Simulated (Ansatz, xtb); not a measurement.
**Two isomers of C6H12Si**

Structure a: `C=CC1([SiH3])CCC1`, a singlet. Structure b: `C=C[C@@H]1CC[C@H]1[SiH3]`, a singlet. Both are isolated molecules in the gas phase, relaxed with PBE-D3(BJ)/def2-SVP; the shapes shown needn't be the lowest conformers.

a (Å):

```yaml
atoms:
  - { symbol: C, position_ang: [1.0370, -1.6620, 2.3977] }
  - { symbol: C, position_ang: [0.1523, -1.5340, 1.3897] }
  - { symbol: C, position_ang: [-0.6705, -0.3220, 1.0858] }
  - { symbol: C, position_ang: [-0.1793, 1.0791, 1.5725] }
  - { symbol: C, position_ang: [-0.5565, 1.6640, 0.1883] }
  - { symbol: C, position_ang: [-0.6373, 0.2263, -0.3842] }
  - { symbol: Si, position_ang: [-2.4601, -0.6775, 1.6629] }
  - { symbol: H, position_ang: [1.5896, -2.6000, 2.5589] }
  - { symbol: H, position_ang: [1.2340, -0.8372, 3.1022] }
  - { symbol: H, position_ang: [-0.0174, -2.3956, 0.7157] }
  - { symbol: H, position_ang: [-2.4937, -0.8376, 3.1582] }
  - { symbol: H, position_ang: [-2.9727, -1.9356, 1.0130] }
  - { symbol: H, position_ang: [-3.3665, 0.4633, 1.2718] }
  - { symbol: H, position_ang: [-0.6595, 1.5240, 2.4687] }
  - { symbol: H, position_ang: [0.9178, 1.0695, 1.7405] }
  - { symbol: H, position_ang: [0.1737, 2.3503, -0.2831] }
  - { symbol: H, position_ang: [-1.5455, 2.1638, 0.2010] }
  - { symbol: H, position_ang: [0.3007, -0.0778, -0.8929] }
  - { symbol: H, position_ang: [-1.4890, -0.0146, -1.0543] }
```

b (Å):

```xyz
19

C    -1.3471   -2.2485    0.1779
C    -1.0514   -1.0618    0.7381
C     0.2715   -0.3753    0.6683
C     0.9178    0.1778    1.9744
C     1.3787    1.4327    1.1958
C     0.3227    1.0924    0.1016
Si    0.7324    1.3358   -1.7304
H    -0.5906   -2.8178   -0.3882
H    -2.3502   -2.6944    0.2621
H    -1.8385   -0.5191    1.2967
H     0.9998   -1.0185    0.1275
H     1.6859   -0.4527    2.4661
H     0.1363    0.4263    2.7223
H     2.4177    1.3272    0.8194
H     1.2908    2.4169    1.6967
H    -0.6390    1.6015    0.3318
H     0.8702    2.7980   -2.0688
H    -0.3377    0.7403   -2.6070
H     2.0403    0.6516   -2.0379
```

Energies in hartree; the thermal terms are from GFN2-xTB frequencies at re-optimised GFN2-xTB minima (ideal gas, soft modes damped towards free rotors, one conformer each, 298.15 K, 1 atm) and include the zero-point energy:

```
                              a           b
E, CCSD(T)/def2-SVP  −523.862207  −523.862547
    E, MP2/def2-SVP  −523.741285  −523.740856
  E, MP2/def2-TZVPP  −524.296535  −524.295755
  zero-point energy     0.155316     0.155416
       H(298 K) − E     0.165191     0.165373
       G(298 K) − E     0.122057     0.121412
```

Q: Correct the CCSD(T) difference for the basis set by the MP2 change, then work out ΔE, ΔE₀, ΔH and ΔG for a → b in kJ/mol (1 Eh = 2625.50 kJ/mol) and the equilibrium ratio [b]/[a].

A: 1. Differences b − a: CCSD(T) −0.000340, MP2 in the small set +0.000429, MP2 in the large set +0.000780 Eh.
2. ΔE = −0.000340 + (+0.000780 − (+0.000429)) = +0.000011 Eh = +0.03 kJ/mol.
3. ΔE₀ = ΔE + ΔZPE = +0.000011 + (+0.000100) Eh = +0.29 kJ/mol.
4. ΔH = ΔE + (+0.000182) Eh = +0.51 kJ/mol.
5. ΔG = ΔE + (−0.000645) Eh = −1.66 kJ/mol, so ΔS = (ΔH − ΔG)/T = +7.3 J/(mol K).
6. kT = 0.9442 mEh, so K = [b]/[a] = exp(−ΔG/kT) = exp(+0.67) ≈ 2.

The two are too close for this level to say which is favoured. An error of 4 kJ/mol in ΔG would change K by a factor of 5. Mirror images and further conformers aren't counted.

As drawn, both hold the same kinds of bond in the same numbers.

Other levels gave ΔE = +2.5 (GFN2-xTB); −10.3 (HF/STO-3G, GFN2-xTB geometries); +0.4 (r2SCAN-D4/def2-SVP, GFN2-xTB geometries); −0.5 (PBE-D3(BJ)/def2-SVP); −9.5 (HF/def2-SVP); +1.1 (MP2/def2-SVP); −0.9 (CCSD(T)/def2-SVP) kJ/mol. The correlated steps freeze 11 core orbitals. Programs: Ansatz 0.2.0, xtb 6.7.1.

The near-zero energy difference reflects how much cancels between the isomers: both keep a strained cyclobutane ring, a vinyl group and a silyl group, and only the substitution pattern changes. In a, both substituents crowd one quaternary carbon, whereas b spreads them trans over neighbouring carbons. Hartree–Fock accordingly favours b by 9.5 kJ/mol in the def2-SVP basis, but MP2 and CCSD(T) in the same basis bring the gap to +1.1 and −0.9 kJ/mol. Correlation thus favours a, as expected for the more branched skeleton, where more electron pairs lie at short to medium range and attract one another through dispersion.

Isomer a is also an allylsilane, with its C–Si bond roughly perpendicular to the vinyl plane, so donation from σ(C–Si) into π* probably offsets some of the crowding. The slight lean of ΔG towards b comes from entropy, which suggests softer motions in the less congested molecule. Near-equal free energies don't imply easy interconversion, since moving a substituent between ring carbons requires breaking strong bonds.
